**Pt⁴⁺ (5d⁶) in a tetrahedron of point charges: where simple ligand-field pictures fail**

The table gives the first excitation and χT at 2, 50 and 300 K for Pt⁴⁺ among four −2 e charges at 1.99 to 2.43 Å, from state-averaged CASSCF(5d) with spin-orbit state interaction in OpenMolcas (ANO-RCC-VDZP, DKH2). The program tests the R⁻⁵ law, a weakly split ⁵E term, a pure ⁵D₄ level, and quintet-only and full 210-state d⁶ matrices whose F², F⁴ and ζ are fitted to spin-free terms and to the spin-orbit lowering at 2.01 and 2.21 Å. The split-⁵E formula has the wrong trend and size, the quintet-only matrix overestimates the gap by 33 and 55 %, and the full matrix is within 4 %. The product χ × gap at 2 K is constant within rounding and implies an effective g near 1.45. The gap falls as R^−4.82 over the series, but the spin-free splitting falls only as R^−4.12 between 2.01 and 2.21 Å. The full matrix mirrors the active space, so its agreement diagnoses the simpler pictures and does not validate the point-charge calculation.

Pt4+ in a regular tetrahedron of four point charges of −2 e, computed with OpenMolcas 26.06: state-averaged CASSCF (six electrons in 5d), spin-orbit state interaction (atomic mean field), ANO-RCC-VDZP, DKH2, point nucleus. The first excitation is the gap between the two lowest spin-orbit levels; χT is the powder susceptibility times temperature by Van Vleck's formula.

## Program and output

```python
# Table: Pt4+ (5d6) among four -2e charges (Td), OpenMolcas CASSCF(5d)+spin-orbit RASSI, ANO-RCC-VDZP, DKH2: gap, chiT.
# Tested: R^-5 law, split 5E, pure 5D4, quintet-only and full d6 matrices (F2, F4, zeta, Delta), Van Vleck chiT.
T = {
    'charge_distance': [1.99, 2.01, 2.08, 2.19, 2.21, 2.43],  # Å
    'gap': [201, 192, 164, 128, 123, 76.7],  # 1/cm
    'chi_2': [0.072, 0.076, 0.089, 0.114, 0.119, 0.191],  # cm3 K/mol
    'chi_50': [1.81, 1.9, 2.21, 2.77, 2.87, 3.87],  # cm3 K/mol
    'chi_300': [4.7, 4.74, 4.84, 4.97, 4.99, 5.12],  # cm3 K/mol
}
import numpy as np, scipy.constants as sc
from itertools import combinations
from scipy.optimize import least_squares as lsq
from sympy.physics.wigner import wigner_3j as w3
R, g, c2, c50, c300 = (np.array(T[k], float) for k in ('charge_distance', 'gap', 'chi_2', 'chi_50', 'chi_300'))
pc = sc.physical_constants; kB = sc.k/(sc.h*sc.c*100); ge = abs(pc['electron g factor'][0])
C0 = 0.1*sc.N_A*pc['Bohr magneton'][0]**2/sc.k; a0 = pc['Bohr radius'][0]*1e10; Ha = 2*sc.Rydberg/100
# further outputs of the same runs (cm-1): SO lowering; rows 2.01, 2.21: terms, degeneracies, levels E, T2, next; quintet weight
low = np.array([9318.8, 9376.0, 9561.6, 9811.0, 9851.3, 10209.0])
X = {1: ([0, 3383.5, 17821, 19515, 20872, 20907, 22680, 23186, 23869, 24154, 25221, 25639, 27011], [10, 15, 9, 6, 9, 9, 3, 9, 3, 9, 6, 9, 9], [227.8, 700.0, 6921], .827),
     4: ([0, 2289.2, 18521, 19462, 20563, 20798, 22383, 22491, 23359, 23870, 24844, 24853, 25347], [10, 15, 9, 6, 9, 9, 9, 3, 9, 3, 6, 9, 9], [161.1, 449.9, 7310], .823)}
dets = [sum(1 << i for i in c) for c in combinations(range(10), 6)]; ix = {d: i for i, d in enumerate(dets)}
E = np.zeros((10, 10, 210, 210)); sg = lambda d, p: (-1)**bin(d & ((1 << p)-1)).count('1')
for j, d in enumerate(dets):
    for q in [q for q in range(10) if d >> q & 1]:
        d1 = d ^ (1 << q)
        for p in [p for p in range(10) if not d1 >> p & 1]: E[p, q, ix[d1 | 1 << p], j] = sg(d1, q)*sg(d1, p)
op = lambda a, b: np.tensordot(np.kron(a, b), E, 2)
m = np.arange(-2, 3); lz = np.diag(m*1.); lp = np.diag(np.sqrt(6.-m[:-1]*(m[:-1]+1)), -1)
sz = np.diag([.5, -.5]); sp = np.array([[0., 1], [0, 0]]); I2, I5 = np.eye(2), np.eye(5); G = {}
for k in (2, 4):
    ck = np.array([[float((-1)**(a+2)*5*w3(2, k, 2, 0, 0, 0)*w3(2, k, 2, -a, a-b, b)) for b in range(-2, 3)] for a in range(-2, 3)])
    G[k] = sum(.5*t.T@t for t in (op(ck*(m[:, None]-m[None, :] == q), I2) for q in range(-k, k+1)))
vt = np.diag([.5, 1, 0, 1, .5]); vt[0, 4] = vt[4, 0] = -.5; V = op(vt, I2)
LS = op(lz, sz)+.5*(op(lp, sp.T)+op(lp.T, sp)); Sz, Sp = op(I5, sz), op(I5, sp); mu = op(lz, I2)+ge*Sz
w, u = np.linalg.eigh(Sp.T@Sp+Sz@Sz+Sz); P = u[:, w > 5]; I = np.eye(210)
H = lambda D, F, z: D*V+F[0]*G[2]+F[1]*G[4]+z*LS; ev = np.linalg.eigvalsh; rel = lambda e: e-e[0]
def solve(h, Q):
    e, u = np.linalg.eigh(Q.T@h@Q); e = e-e[0]; M2 = (u.T@Q.T@mu@Q@u)**2; de = e[None, :]-e[:, None]; dg = abs(de) < 1e-3; ch = []
    for t in (2, 50, 300):
        b = np.exp(-e/(kB*t)); f = np.where(dg, b[:, None], kB*t*(b[:, None]-b[None, :])/np.where(dg, 1, de)); ch.append(C0*(M2*f).sum()/b.sum())
    return e, np.array(ch), ((P.T@Q@u[:, 0])**2).sum()
f = lambda a, n=2: ' '.join('%.*f' % (n, x) for x in a)
n, c = np.polyfit(np.log(R), np.log(g), 1); hg = np.where(g >= 100, .5, .05)/g; dl = np.diff(np.log(R)); A = np.exp(np.mean(np.log(g*R**5)))
print('R [A]:', f(R), '| gap first/last %.2f | gap rounding %%:' % (g[0]/g[-1]), f(100*hg))
print('gap ~ R^n: n = %.2f, errors %%:' % n, f(100*(np.exp(c)*R**n/g-1), 1), '| fixed -5 errors %:', f(100*(A/R**5/g-1), 1))
print('local exponents:', f(np.diff(np.log(g))/dl), '| rounding +-', f((hg[1:]+hg[:-1])/dl))
cg = c2/2*g; J4 = 2*C0*kB*20/3
print('chi*gap:', f(cg), '| rounding %:', f(100*(hg+.0005/c2), 1), '| pure 5D4 %.2f' % (J4*2.25))
print('g implied for J=4:', f(np.sqrt(cg/J4), 3), '| chiT50/chiT2 (25 if chi constant):', f(c50/c2, 1))
print('gap/kT at 50 K:', f(g/kB/50), '| at 300 K:', f(g/kB/300))
so, cu = C0*ge**2*2, C0*2.25*20/3
print('chiT300/spin-only(%.2f):' % so, f(c300/so), '| /5D4 Curie(%.2f):' % cu, f(c300/cu))
D1, D4 = X[1][0][1], X[4][0][1]; lr = np.log(R[4]/R[1]); par = []
print('2.01->2.21 exponent: Delta %.2f, gap %.2f' % (np.log(D4/D1)/lr, np.log(g[4]/g[1])/lr))
for i, (te, dg, lv, qw) in X.items():
    D = te[1]; y = np.repeat(te, dg); s = lsq(lambda F: rel(ev(H(D, F, 0)))[:len(y)]-y, [7e4, 4.8e4], diff_step=1e-4); F = s.x
    z = lsq(lambda x: ev(H(D, F, 0))[0]-ev(H(D, F, x[0]))[:1]-low[i], [5e3], diff_step=1e-4).x[0]; par.append([*F, z])
    print('R=%.2f Delta %.0f F2 %.0f F4 %.0f zeta %.0f cm-1, term rms %.0f; implied <r4> %.2f bohr^4' % (R[i], D, *F, z, np.sqrt(np.mean(s.fun**2)), D/Ha*(R[i]/a0)**5*27/40))
    print(' gap/Delta %.4f (5D4 0.1); E/T1 %.2f (1.71) T2/T1 %.2f (3.86); lowering/Delta %.1f; triplet/Delta %.1f; 6lam^2/Delta %.0f' % (g[i]/D, lv[0]/g[i], lv[1]/g[i], low[i]/D, te[2]/D, 6*(z/4)**2/D))
    print(' run       T1 E T2 next:', f([g[i]]+lv, 0), '| quintet %.3f | chiT' % qw, f([c2[i], c50[i], c300[i]], 3))
    for nm, Q in (('quintets ', P), ('full d6  ', I)):
        e, ch, q5 = solve(H(D, F, z), Q); print(' '+nm, 'T1 E T2 next:', f(e[[1, 4, 6, 9]], 0), '| quintet %.3f | chiT' % q5, f(ch, 3), '| gap err %.0f%%' % (100*(e[1]/g[i]-1)))
*F, z = np.mean(par, 0)
for nm, h, Q, D in (('LS', H(1, F, z), P, 1), ('intermediate', H(1, F, z), I, 1), ('jj', H(.02, np.array(F)/200, z), I, .02)):
    e = rel(ev(Q.T@h@Q)); print('weak-field J=4, %s: (e1-e0)/Delta %.3f, spread/Delta %.3f, lowest degeneracy %d' % (nm, e[1]/D, e[8]/D, (e < 1e-3*D).sum()))
print('full d6, mean F2 %.0f F4 %.0f zeta %.0f, Delta fitted to gap; R Delta, err%% chi2 chi50 chi300, lowering err cm-1' % (*F, z)); Df = []
for i in range(len(R)):
    D = lsq(lambda x: rel(ev(H(x[0], F, z)))[1:2]-g[i], [2500.], diff_step=1e-4).x[0]; Df.append(D); e, ch, q5 = solve(H(D, F, z), I)
    print(' %.2f %.0f' % (R[i], D), f(100*(ch/[c2[i], c50[i], c300[i]]-1), 1), '%.0f' % (ev(H(D, F, 0))[0]-ev(H(D, F, z))[0]-low[i]))
print('fitted Delta vs run %%: %.1f %.1f; exponents 1.99-2.08, 2.08-2.21, 2.21-2.43:' % (100*(Df[1]/D1-1), 100*(Df[4]/D4-1)), f([np.log(Df[b]/Df[a])/np.log(R[b]/R[a]) for a, b in ((0, 2), (2, 4), (4, 5))]))
Dx = next((D for D in range(4000, 60000, 2000) if ev(H(D, F, 0))[0] < ev(P.T@H(D, F, 0)@P)[0]-1), np.nan)
print('spin-free quintet lost in model near Delta ~ %.0f cm-1 (rough), %.0f times Delta at 2.01' % (Dx, Dx/D1))
assert np.all(np.diff(g) < 0) and -6 < n < -4
assert np.ptp(cg)/cg.mean() < .03 and np.all(cg < J4*2.25)
assert np.all(c300 > so) and np.all(c300 < cu)
```

Running it gives:

```
R [A]: 1.99 2.01 2.08 2.19 2.21 2.43 | gap first/last 2.62 | gap rounding %: 0.25 0.26 0.30 0.39 0.41 0.07
gap ~ R^n: n = -4.82, errors %: 0.6 0.3 -0.4 -0.4 -0.8 0.7 | fixed -5 errors %: 2.0 1.6 0.2 -0.8 -1.3 -1.6
local exponents: -4.58 -4.60 -4.81 -4.38 -4.98 | rounding +- 0.51 0.17 0.13 0.88 0.05
chi*gap: 7.24 7.30 7.30 7.30 7.32 7.32 | rounding %: 0.9 0.9 0.9 0.8 0.8 0.3 | pure 5D4 7.82
g implied for J=4: 1.443 1.449 1.449 1.449 1.451 1.452 | chiT50/chiT2 (25 if chi constant): 25.1 25.0 24.8 24.3 24.1 20.3
gap/kT at 50 K: 5.78 5.52 4.72 3.68 3.54 2.21 | at 300 K: 0.96 0.92 0.79 0.61 0.59 0.37
chiT300/spin-only(3.01): 1.56 1.58 1.61 1.65 1.66 1.70 | /5D4 Curie(5.63): 0.84 0.84 0.86 0.88 0.89 0.91
2.01->2.21 exponent: Delta -4.12, gap -4.69
R=2.01 Delta 3384 F2 72166 F4 48290 zeta 5704 cm-1, term rms 90; implied <r4> 8.23 bohr^4
 gap/Delta 0.0567 (5D4 0.1); E/T1 1.19 (1.71) T2/T1 3.65 (3.86); lowering/Delta 2.8; triplet/Delta 5.3; 6lam^2/Delta 3606
 run       T1 E T2 next: 192 228 700 6921 | quintet 0.827 | chiT 0.076 1.900 4.740
 quintets  T1 E T2 next: 255 475 1120 4532 | quintet 1.000 | chiT 0.062 1.544 4.809 | gap err 33%
 full d6   T1 E T2 next: 185 205 648 6913 | quintet 0.827 | chiT 0.079 1.978 4.771 | gap err -4%
R=2.21 Delta 2289 F2 72191 F4 48522 zeta 5747 cm-1, term rms 57; implied <r4> 8.94 bohr^4
 gap/Delta 0.0537 (5D4 0.1); E/T1 1.31 (1.71) T2/T1 3.66 (3.86); lowering/Delta 4.3; triplet/Delta 8.1; 6lam^2/Delta 5411
 run       T1 E T2 next: 123 161 450 7310 | quintet 0.823 | chiT 0.119 2.870 4.990
 quintets  T1 E T2 next: 190 347 812 4916 | quintet 1.000 | chiT 0.083 2.064 5.108 | gap err 55%
 full d6   T1 E T2 next: 121 156 436 7310 | quintet 0.823 | chiT 0.121 2.909 4.999 | gap err -1%
weak-field J=4, LS: (e1-e0)/Delta 0.100, spread/Delta 0.386, lowest degeneracy 1
weak-field J=4, intermediate: (e1-e0)/Delta 0.046, spread/Delta 0.179, lowest degeneracy 1
weak-field J=4, jj: (e1-e0)/Delta 0.000, spread/Delta 0.768, lowest degeneracy 3
full d6, mean F2 72179 F4 48406 zeta 5726, Delta fitted to gap; R Delta, err% chi2 chi50 chi300, lowering err cm-1
 1.99 3678 0.3 0.3 0.1 14
 2.01 3519 -0.3 0.1 0.0 6
 2.08 3029 -0.0 0.6 0.2 -21
 2.19 2400 0.3 0.5 0.2 -50
 2.21 2312 0.1 0.3 0.1 -58
 2.43 1490 0.0 0.1 0.2 -91
fitted Delta vs run %: 4.0 1.0; exponents 1.99-2.08, 2.08-2.21, 2.21-2.43: -4.39 -4.45 -4.63
spin-free quintet lost in model near Delta ~ 24000 cm-1 (rough), 7 times Delta at 2.01
```
